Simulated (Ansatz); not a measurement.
# Work function of unrelaxed Li(100) films from 1 to 13 layers in PBE: a decaying oscillation

A slab calculation of a surface needs a decision on thickness: how many layers must a Li(100) film have before its work function can stand for that of a thick film? Too few layers can put a false shift into comparisons between faces or adsorbates, while each further layer costs computing time.

The work function $\Phi$ is calculated with PBE for free-standing films held at bulk atomic positions. It is the vacuum level outside the film less the Fermi level. The shift $\Delta\Phi$ is measured against the 13-layer film, at 3.009 eV, and is positive where electrons are harder to remove than from that film.

## Computational details

Ansatz 0.2.0, plane-wave Kohn-Sham DFT with its default PAW datasets at a cutoff of 420 eV. Symmetric 1×1 slabs of 1 to 13 layers are cut at the tabulated measured lattice constant with atoms at bulk places and 18 Å of vacuum. In-plane k-spacing 0.15 Å⁻¹ (2π included), Fermi-Dirac smearing of 0.1 eV, dipole correction on. Spin-paired. Scalar-relativistic, no spin-orbit coupling. PBE. The crystal is bcc; the mesh is the same for all thicknesses of a face.

Notes on method and selection:

- Confinement between the two faces quantises the states along the normal, so values can oscillate with thickness.
- The atoms are not relaxed; free films of one to three layers would take another lattice constant.
- Runs in which the search for lower states was switched off are not listed.
- Work functions and vacuum levels are read from the electrostatic potential (Hartree and local ionic parts), which a warning of a rough exchange-correlation potential in thin density does not concern.
- Error sizes named in these notes are rules of thumb and were not measured on these runs.
- The default PAW datasets of this version of Ansatz are the set soft_2.
- Runs that did not converge, have known faults or may not be shown are not listed, and runs on Ansatz's PAW sets soft_1 and soft_2 are kept to separate tables.

Columns:

- layers: number of atomic layers.
- thickness (Å): distance between the outermost atomic planes.
- Φ (eV): work function: vacuum level outside the slab less the Fermi level.
- ΔΦ to thickest (eV): work function less that of the thickest slab of the same face.

## The series

| member | layers | thickness (Å) | Φ (eV) | ΔΦ to thickest (eV) |
| --- | --- | --- | --- | --- |
| 1 layer | 1 | 0.00 | 3.239 | 0.2303 |
| 2 layers | 2 | 1.75 | 3.042 | 0.0325 |
| 3 layers | 3 | 3.49 | 2.929 | −0.0796 |
| 4 layers | 4 | 5.23 | 3.098 | 0.0885 |
| 5 layers | 5 | 6.98 | 2.964 | −0.0452 |
| 6 layers | 6 | 8.73 | 3.036 | 0.0274 |
| 7 layers | 7 | 10.47 | 3.036 | 0.0266 |
| 8 layers | 8 | 12.21 | 2.990 | −0.0188 |
| 10 layers | 10 | 15.71 | 3.005 | −0.0041 |
| 13 layers | 13 | 20.94 | 3.009 | 0.0000 |

## The trend and its physics

The approach is an oscillation that dies out. $\Delta\Phi$ is high at 4 layers, low at 5, high again at 6 and 7, and low at 8. A box of free electrons accounts for this rhythm.

1. Each atom gives one valence electron. The bcc cell of edge $a$ holds two atoms, so the Fermi wavevector is $k_F=(3\pi^2\cdot 2/a^3)^{1/3}$. With 3 × 3.1416 × 3.1416 × 2 = 59.22 and 59.22^(1/3) = 3.898, this is $k_F=3.898/a$.

2. The layer spacing is $d=a/2$. Hard walls keep electrons away from the edges, so a neutral film of $N$ layers needs a box wider than $Nd$ by $3\pi/(4k_F)$, which is 3 × 3.1416 / (2 × 3.898) = 1.21 spacings. The width is $L=(N+1.21)\,d$.

3. Motion along the normal is quantised, with energies $\varepsilon_n=(\hbar^2/2m)(n\pi/L)^2$. Each level carries a two-dimensional band with a constant density of states. Filling these bands with the available electrons, and keeping the leading oscillating term of the sum over $n$, shifts the Fermi energy by
$$\delta E_F=\frac{\hbar^2}{2m}\,\frac{\cos(2k_FL)}{L^2}.$$

4. If the box depth below the vacuum level is fixed, $\Phi$ changes by $-\delta E_F$.

5. A real surface is a soft wall, which alters the phase and strength of the oscillation. Both are therefore left free, as a crest position $N_0$ and an amplitude $B$. One added layer advances the phase by $2k_Fd=3.898$ rad, or 3.898 × 180 / 3.1416 = 223.3°:
$$\Delta\Phi(N)=\frac{B\cos[223.3^\circ\,(N-N_0)]}{(N+1.21)^2}.$$

The level to which the oscillation decays is set equal to the 13-layer value.

At whole numbers of layers, a step of 223.3° looks the same as one of 223.3 − 360 = −136.7°. Crests should therefore recur every 360/136.7 = 2.63 layers, as the highs at 4 and at 6 to 7 layers suggest.

## The model against the table

**Problem.** Fix $B$ and $N_0$ on the films of 4 and 5 layers, then estimate $\Delta\Phi$ for 3, 6, 7 and 8 layers.

**Solution.** Multiplying each shift by $(N+1.21)^2$ removes the decay. The widths in layer spacings are 4 + 1.21 = 5.21 and 5 + 1.21 = 6.21:

- 4 layers: 0.0885 × 5.21² = 2.402 eV
- 5 layers: −0.0452 × 6.21² = −1.743 eV

Their ratio is −1.743 / 2.402 = −0.726. A crest at exactly 4 layers would give cos 223.3° = −0.73, so $N_0$ = 4.00 and $B$ = 2.40 eV.

The widths for the other films are 3 + 1.21 = 4.21, 6 + 1.21 = 7.21, 7 + 1.21 = 8.21 and 8 + 1.21 = 9.21 spacings. The estimates follow, with the cosine of 223.3° × (N − 4) put in as a rounded number:

- 3 layers: 2.40 × (−0.73) / 4.21² = −0.099 eV; table −0.0796 eV.
- 6 layers: 2.40 × 0.059 / 7.21² = 0.003 eV; table 0.0274 eV.
- 7 layers: 2.40 × 0.64 / 8.21² = 0.023 eV; table 0.0266 eV.
- 8 layers: 2.40 × (−0.99) / 9.21² = −0.028 eV; table −0.0188 eV.

All four signs are right, though the 6-layer estimate misses nearly the whole shift.

**Check on all rows.** Over the eight films not used to fix $B$ and $N_0$, the mean absolute miss is 0.021 eV, while the shifts deviate from their own mean by about 0.05 eV on average. Without the single layer, the two figures are 0.012 and 0.027 eV. For the five films from 6 layers up they are 0.010 and 0.017 eV, so the formula gains less there.

## Residuals

The largest miss is the single layer. Its width is 1 + 1.21 = 2.21 spacings, and the formula gives 2.40 × 0.64 / 2.21² = 0.31 eV, against 0.2303 eV in the table. The formula assumes many filled levels, whereas the box for one layer has only one.

The formula lies too low for 2, 3, 6, 7, 8 and 13 layers. For 13 layers it gives −0.010 eV, where the shift is zero by definition. The assumption that the oscillation decays exactly to the 13-layer value is thus slightly inconsistent. Its error has the right sign for the other five misses, but is too small to explain those at 2, 3 and 6 layers in full.

Strictly hard walls would do much worse. With $\hbar^2/2m$ = 3.81 eV Å² and a layer spacing of 20.94 / 12 = 1.745 Å, they give an amplitude of 3.81 / 1.745² = 1.25 eV, about half the fitted one, and a shift near zero at 4 layers, where the table has a crest. The box thus supplies the rhythm, but not the phase or the full strength. A surface dipole that varies with the filling of the levels could contribute to both.

The formula also fills the levels sharply, whereas the calculations smear the filling by 0.1 eV. Smearing mixes energies whose oscillations differ in phase, and the differences grow with the width of the box. It therefore weakens the oscillation most in the thick films, and part of the decay in the table is due to it. With sharper filling, the oscillation should reach further into thick films.

## Closing remarks

The films of 8 and 10 layers lie within 0.02 eV of the 13-layer film, and those of 7 layers or fewer do not. This does not yet say how many layers can stand for a thick film, since the 13-layer film may itself be off. Suppose it lies 0.010 eV below the final level, as the formula has it. Then 8 layers is at −0.0188 − 0.010 = −0.029 eV and falls outside the tolerance, while 6 layers, at 0.0274 − 0.010 = 0.017 eV, and 7 layers, at 0.0266 − 0.010 = 0.017 eV, fall inside. The formula is too rough to decide this: it leaves out the smearing, and its mean miss from 6 layers up is also 0.010 eV.

The table also lacks 9, 11 and 12 layers, although the model expects crests near 4 + 2 × 2.63 = 9.3 and 4 + 3 × 2.63 = 11.9 layers. A safe minimum thickness would need these films and some beyond 13 layers, with a check of how far the smearing matters. Agreement between neighbouring thicknesses is not a safe test: 6 and 7 layers agree within 0.001 eV, yet 8 layers lies 0.045 eV below 7.

All of this holds for atoms at bulk places. A calculation with relaxed atoms was left out of the table, so the effect of relaxation on the work function cannot be judged here.
